Appendix C. Force constants near a Hartree–Fock instability: work against accuracy

C.1 The pole

Let E(κ, x) be the energy of a determinant whose orbitals are turned by independent rotation parameters κ (radians) in the presence of a perturbation x. With H = ∂²E/∂κ∂κ, b = ∂²E/∂κ∂x and E_xx = ∂²E/∂x² at fixed κ, the stationarity condition ∂E/∂κ = 0 gives H(dκ/dx) = −b, and

d²E/dx² = E_xx − bᵀH⁻¹b = E_xx − Σ_n b_n²/λ_n,   (C1)

where λ_n are the roots of H and b_n the projections of b on its normalised eigenvectors. For a nuclear displacement, b and E_xx include the terms from the moving basis. For real rotations among spin orbitals H = 2(A+B) and b = 2v, with v the occupied–virtual perturbation elements, so the sum written with v and the roots of A+B carries a factor 2. Written over the spatial orbitals of a closed shell it carries a factor 4, with the blocks (Mulliken notation, Δ = (ε_a − ε_i)δ_ij δ_ab)

singlet A+B = Δ + 4(ia|jb) − (ij|ab) − (ib|ja): force constants, polarisability
triplet A+B = Δ − (ij|ab) − (ib|ja): Fermi-contact coupling
A−B = Δ − (ij|ab) + (ib|ja): magnetisability (imaginary rotations)

If a root passes linearly through zero as some other coordinate changes, and its b_n does not vanish, d²E/dx² has a first-order pole: it falls to −∞ on the stable side (λ → 0+) and returns from +∞ on the symmetric solution beyond. Polarisability and magnetisability are −d²E/dx² and have the opposite signs. A spin–spin coupling is a mixed derivative with numerator b_n(K)b_n(L), of either sign.

LiO2 is a C2v doublet (²A2), so the singlet label does not apply. In the unrestricted (UHF) description the relevant block holds the real, spin-conserving rotations of b2 symmetry. The critical one turns the occupied β orbital 1b1 (out-of-plane π of O2⁻) into the empty β orbital 1a2 (π*), which moves the hole to one oxygen, and the antisymmetric Li–O stretch drives it. Within these two orbitals alone the β electron obeys a linear eigenvalue problem and nothing breaks; the root is lowered by the relaxation of the other orbitals.

C.2 A solvable model

Lanczos recursion started from b brings any H to tridiagonal form with b along the first vector, without changing bᵀH⁻¹b. The model makes the recursion coefficients constant: H_00 = d0, H_nn = d, H_n,n+1 = −t, b = β e_0, and

E = ½k0x² + f4x⁴/24 + βxκ_0 + ½κᵀHκ + γκ_0⁴/4,

with x = (Δr1 − Δr2)/√2. The common diagonal d stands for a Hessian scaled by the usual orbital-energy preconditioner, a congruence that changes the sizes of the roots and keeps their signs. Assumed inputs: d = 1.3 Eh, t = 0.6 Eh, β = 0.08 Eh/Å, γ = 0.5 Eh, k0 = 1.60 aJ/Å², f4 = 10 aJ/Å⁴.

Eliminating sites 1, 2, … of a long chain gives a self-energy Σ = t²/(d − Σ) = tq, with q = [d − √(d² − 4t²)]/(2t) = 2/3, so Σ = 0.4 Eh. The band runs from d − 2t = 0.1 to d + 2t = 2.5 Eh; its condition number is 25 and q = (√25 − 1)/(√25 + 1). The exact force constant of the model is

f = k0 − R, R = β²/s, s = d0 − tq,   (C2)

with β² = 0.02790 Eh aJ/Å². The stiffness s plays the part of the distance from the instability. The trial vector q1ⁿ solves the eigenvalue equations if q1 = t/(d − d0) < 1, which gives a root below the band,

λ1 = d0 − t²/(d − d0) = s(0.5 − s)/(0.9 − s), weight w = 1 − q1² (s in Eh).

Near the pole λ1 → (5/9)s and w → 5/9. Keeping this root alone in (C1) misses the fraction 1 − sw/λ1 = 0.4s/[(0.9 − s)(0.5 − s)] of R, which in absolute terms tends to 0.025 aJ/Å².

The b2 vibrational block is one-dimensional, with G = 1/m_O + (1 − cos θ)/m_Li. Typical values r(LiO) = 1.77 Å, r(OO) = 1.33 Å, m_Li = 7.016 u, m_O = 15.995 u give 1 − cos θ = r(OO)²/(2r(LiO)²) = 0.2823 and G = 0.1028 u⁻¹, and the nominal wavenumber is √(fG)/(2πc). Throughout, ε denotes |deviation of f|/|R|.

Table C1. Exact results of the model
s/Eh | λ1/Eh | R/(aJ/Å²) | f/(aJ/Å²) | ω/cm⁻¹ | ε, one root
0.2 | 0.0857 | 0.1395 | 1.460 | 505 | 0.38
0.02 | 0.01091 | 1.395 | 0.205 | 189 | 1.9×10⁻²
0.002 | 0.001109 | 13.95 | −12.35 | 1468i | 1.8×10⁻³
−0.02 | −0.01130 | −1.395 | 2.995 | 723 | 1.7×10⁻²

The inputs k0 and β were chosen so that the first row lands near the typical wavenumber of this mode, about 500 cm⁻¹. The other rows are the model's picture of the Hartree–Fock artefact and are not properties of the molecule. Where f results from cancellation, its relative deviation exceeds ε; at s = 0.02 Eh the factor R/f is 6.8.

C.3 Work and memory

Take n basis functions, o electrons and N rotations. For LiO2 in cc-pVTZ, n = 90 (30 per atom), o = 19 and N = 10×80 + 9×81 = 1529. The unit of work is one two-spin Fock build: n⁴/8 distinct integrals with 2 Coulomb and 2×4 exchange updates each, or 1.25n⁴ multiply-adds. The atomic-orbital integrals are streamed from external storage and enter neither count. Screening and point-group symmetry are ignored unless stated. Each scheme needs one pass to form its starting vector and one over derivative integrals at the end (second derivatives for A and B, first for C); these do not depend on ε and are left out.

Scheme A, explicit Hessian. The first index transformation costs on⁴/2 and stores on³/2 words. The later steps towards (ia|jb) cost n³(1 + r + r²) for each of 190 occupied pairs, with r ≈ 0.9 the virtual fraction of the basis, and those towards (ij|ab) cost n³(½ + r + r²) for each of 100 same-spin pairs. The total of 736n³ is close to 2o²n³ = 722n³, which is used below. The full sum (C1) needs no diagonalisation: a pivoted LDLᵀ factorisation, N³/6 multiply-adds, yields H⁻¹b and the number of negative roots, whereas reduction to tridiagonal form alone costs 2N³/3. In builds,

W_A = 0.4o + 1.6o²/n + N³/(7.5n⁴), memory on³/2 + N²/2.

For LiO2, W_A = 7.6 + 6.4 + 7.3 = 21 and the memory is 8.1×10⁶ words. With C2v symmetry the b2 block has about N/4 rows, so the factorisation falls by 64 while builds and transformation fall by about 4, and W_A becomes 14 symmetry-adapted builds. For a high-spin cluster of ten units (n = 900, o = 190, N = 152900) W_A = 76 + 64 + 726 ≈ 867 larger builds and the memory is 8.1×10¹⁰ words. At fixed composition W_A grows as n² builds and the memory as n⁴. Further right-hand sides cost N² each, which is negligible. The deviation is rounding, of order u × cond(H); with u = 2⁻⁵³ and cond = 2.5/λ1 = 2254 at s = 0.002 Eh, that is 2.5×10⁻¹³.

Scheme B, Krylov solution of the coupled-perturbed equations. Each product Hz is one build, so k iterations cost k builds per right-hand side and 2kN words for the trial vectors and their products. The Galerkin solution z_k in the span of b, Hb, …, Hᵏ⁻¹b gives bᵀz_k = R − eᵀHe with e = H⁻¹b − z_k, so the deviation is quadratic in that of the vector. In the model the subspace is the first k sites. The determinant of an m-site uniform chain is tᵐ(q⁻⁽ᵐ⁺¹⁾ − qᵐ⁺¹)/(q⁻¹ − q), so k − 1 sites give the self-energy tq(1 − q²ᵏ⁻²)/(1 − q²ᵏ), and s is replaced by s + δ_k with

δ_k = t q²ᵏ⁻¹(1 − q²)/(1 − q²ᵏ) = 0.5 ρᵏ/(1 − ρᵏ) Eh, ρ = q² = 4/9,
ε_k = δ_k/|s + δ_k|.   (C3)

Truncation keeps the residue β² in s and shifts the pole to s = −δ_k, into the unstable side. For small ε, k ≈ ln[0.5 Eh/(ε|s|)]/ln(9/4): a factor of ten in accuracy and a factor of ten in closeness to the pole each cost 2.84 builds. The growth is logarithmic because the small root is isolated; the standard conjugate-gradient bound, which knows only the condition number, would give k ∝ λ1^(−1/2). Beyond the instability the iteration passes its own pole. At s = −0.02 Eh, δ_4 = 0.0203 Eh, and the fourth iterate has the wrong sign and 66 times the right size. This is the near-breakdown of conjugate gradients on an indefinite matrix. Solving the stored k×k system afresh at each step passes through it unharmed.

Scheme C, finite difference of the analytic gradient. Symmetry makes the gradient odd in x, so one displacement h suffices: f(h) = g(h)/h with g = k0h + f4h³/6 + βκ_0. After elimination of the chain, sκ_0 + γκ_0³ = −βh. With κ_0 = −(βh/s)y this reads y + ay³ = 1, a = γβ²h²/s³, and f(h) − f = R(1 − y) + f4h²/6. To leading order y = 1 − a, both terms are positive on either side of the pole, and with numerical noise η in the gradient

ε(h) = Ph² + Q/h, P = γβ²/|s|³ + f4/(6|R|), Q = η/|R|,
h_opt = (Q/2P)^(1/3), ε_min = 3(PQ²/4)^(1/3).   (C4)

The f4 term is 30 times the γ term at s = 0.2 Eh and negligible in the other rows. Near the pole h_opt ∝ |s|^(4/3) and ε_min ∝ |s|^(−1/3). For s < 0 the branch ends at a = −4/27, which is h = 0.019 Å at s = −0.02 Eh, and since it is a saddle point an energy-minimising SCF leaves it at any h. The displaced SCF starts from the symmetric orbitals with a residual along e_0, and each build extends the reachable space by one site. An ideal accelerator of DIIS type therefore needs the k builds and 2kN words of scheme B to remove δ_k, and (C4) comes on top. The displaced geometry has only Cs symmetry, which doubles the cost of a build relative to C2v when symmetry is used.

C.4 Deviations

Table C2. Deviation ε, with an assumed noise η = 10⁻⁸ Eh/Å
scheme, work | s = 0.2 | 0.02 | 0.002 | −0.02
B, 5 builds | 4.2×10⁻² | 0.31 | 0.82 | 0.79
B, 10 builds | 7.5×10⁻⁴ | 7.5×10⁻³ | 7.0×10⁻² | 7.6×10⁻³
B, 15 builds | 1.3×10⁻⁵ | 1.3×10⁻⁴ | 1.3×10⁻³ | 1.3×10⁻⁴
B, 20 builds | 2.3×10⁻⁷ | 2.3×10⁻⁶ | 2.3×10⁻⁵ | 2.3×10⁻⁶
C, h = 0.005 Å, step error only | 3.1×10⁻⁴ | 9.7×10⁻³ | 0.61 | 1.0×10⁻²
C, floor ε_min | 2.0×10⁻⁴ | 1.4×10⁻⁴ | 3.0×10⁻⁴ | 1.4×10⁻⁴
C, h_opt/Å | 2.3×10⁻³ | 3.4×10⁻⁴ | 1.6×10⁻⁵ | 3.4×10⁻⁴

Scheme A, at 21 builds, is at rounding level in every column.

Table C3. Smallest k for which (C3) meets the target
target ε | s = 0.2 | 0.02 | 0.002 | −0.02
10⁻² | 7 | 10 | 13 | 10
10⁻⁴ | 13 | 16 | 19 | 16
10⁻⁶ | 19 | 22 | 24 | 22

C.5 Choices

The counts neglect machine efficiency and the fixed passes, so work figures within a few builds of each other are ties, and a tie goes to A, which also counts the negative roots and has no truncation.

Cheapest scheme for the single b2 mode of LiO2, without symmetry. For ε = 10⁻², B wins with 7 to 13 builds against 21. Scheme C can equal that count, since its floor lies far below the target, and it needs no second-derivative integrals, but only if the step shrinks with |s|: the fixed step of 0.005 Å uses up the whole tolerance at |s| = 0.02 Eh and fails at 0.002 Eh. For ε = 10⁻⁴, C is excluded by its floor in all four columns, B wins with 13 or 16 builds, and its 19 builds at s = 0.002 Eh tie with A. For ε = 10⁻⁶, B needs 19 to 24 builds and A is the choice. The break-even condition k = W_A reads ε|s| ≈ 0.5ρ²¹ Eh = 2.0×10⁻⁸ Eh. With symmetry it moves to 0.5ρ¹⁴ Eh = 5.9×10⁻⁶ Eh, and A then wins or ties the 10⁻⁴ row as well.

Several right-hand sides favour A. If the two a1 modes of LiO2 converge like the first column, the whole force field at ε = 10⁻⁴ and s = 0.02 Eh costs 13 + 13 + 16 = 42 builds by B, twice W_A. For the cluster with the same chain parameters, one mode costs at most the 24 builds of Table C3 against 867, a ratio of 36 in favour of B, while all 84 modes break even at k = 10. Integral screening lowers the cost of a build and leaves N³/6 unchanged, which pushes that break-even to larger k.

Best scheme inside a budget.
(i) 10 builds: B, with ε from 7.5×10⁻⁴ at s = 0.2 Eh to 7.0×10⁻² at 0.002 Eh. The sign of R is right whenever s > 0 or |s| > δ_10 = 1.5×10⁻⁴ Eh.
(ii) 25 builds and 10⁷ words: A, at rounding level; B would reach 3.9×10⁻⁷ at s = 0.002 Eh.
(iii) 25 builds and 10⁶ words: A does not fit; B needs 7.6×10⁴ words and delivers that 3.9×10⁻⁷.
(iv) Cluster, 10⁹ words: A exceeds the memory by a factor of 81; B needs 7.6×10⁶ words per right-hand side at k = 25.

The one-root sum is never the cheapest route to a target, because converging the root costs the same kind of builds as B and still leaves the background of Table C1. Its use is diagnostic: the Ritz roots of the k×k matrix of B come at negligible cost and show how much of R belongs to the lowest root. All deviations here are measured from the exact Hartree–Fock derivative of the model. When one root supplies 98 per cent of R, as at s = 0.02 Eh, further digits describe the pole of the single determinant more precisely and say nothing more about the stretch.